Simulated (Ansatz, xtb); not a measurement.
# Two isomers of C3H10ClFSi2

Structure I is `C[C@@H]([SiH2]F)[SiH2]CCl`, a singlet and structure II is `CC[SiH2][C@H](Cl)[SiH2]F`, a singlet. Both are isolated molecules in the gas phase, relaxed with B3LYP/def2-SVP, each in the lowest conformer that the search found.

**Question.** Estimate which is lower in electronic energy at CCSD(T)/def2-SVP + ΔMP2/def2-TZVPP, and by roughly how much.

**Answer.** Too close to call at this level: CCSD(T)/def2-SVP + ΔMP2/def2-TZVPP gives E(II) − E(I) = +0.93 kJ/mol.

The same difference at several levels:

```tsv
level	geometry	E(II) − E(I) (kJ/mol)	departure from the last row (kJ/mol)	job, with rough time for the two
GFN2-xTB	GFN2-xTB	−4.15	−5.08	optimisation, 0.29 s
HF/STO-3G	GFN2-xTB	−6.54	−7.48	single point, 0.52 s
r2SCAN-D4/def2-SVP	GFN2-xTB	−1.98	−2.91	single point, 5 s
B3LYP/def2-SVP	B3LYP/def2-SVP	−0.10	−1.03	optimisation, 70 s
HF/def2-SVP	B3LYP/def2-SVP	+0.87	−0.06	part of the CCSD(T) run
MP2/def2-SVP	B3LYP/def2-SVP	+1.56	+0.63	part of the CCSD(T) run
CCSD(T)/def2-SVP	B3LYP/def2-SVP	+1.07	+0.14	single point
CCSD(T)/def2-SVP + ΔMP2/def2-TZVPP	B3LYP/def2-SVP	+0.93		single point, 1.9 min
```

As drawn, both hold the same kinds of bond in the same numbers.

The largest departure from CCSD(T)/def2-SVP + ΔMP2/def2-TZVPP is that of HF/STO-3G, 7.48 kJ/mol. The last row adds to CCSD(T) the change of the MP2 difference between the two basis sets, here −0.14 kJ/mol.

With thermal terms from frequencies at re-optimised GFN2-xTB minima (ideal gas, soft modes damped towards free rotors, one conformer each, 298.15 K, 1 atm): the zero-point term adds −0.07 kJ/mol; ΔH is +1.43 and ΔG −0.40 kJ/mol.

The correlated steps freeze 19 core orbitals. Run with Ansatz 0.2.0, xtb 6.7.1; the last row on 4 threads of Arm Neoverse V1 on a shared host.

The two isomers are nearly degenerate, and the free-energy difference even reverses the small electronic preference for I, so neither is meaningfully favoured. Formally they differ by exchanging chlorine and methyl between a carbon bearing two silyl groups and a carbon bearing one. Bond energies therefore cancel to first order, leaving only differences in substituent interactions: polarisation and hyperconjugation around the electropositive silicon atoms, dipole alignment and crowding. These probably offset one another, though the totals do not separate them.

Correlation also largely cancels, as expected for such similar bonding; Hartree–Fock in the split-valence basis already lies close to the best value. That agreement reflects the cancellation rather than a generally adequate description of polar bonds. The minimal basis favours II much more strongly, probably because it lacks the flexibility to describe charge polarisation around silicon and the halogens evenly in the two environments. Near-degeneracy does not imply easy interconversion, which would require breaking and remaking strong σ bonds.
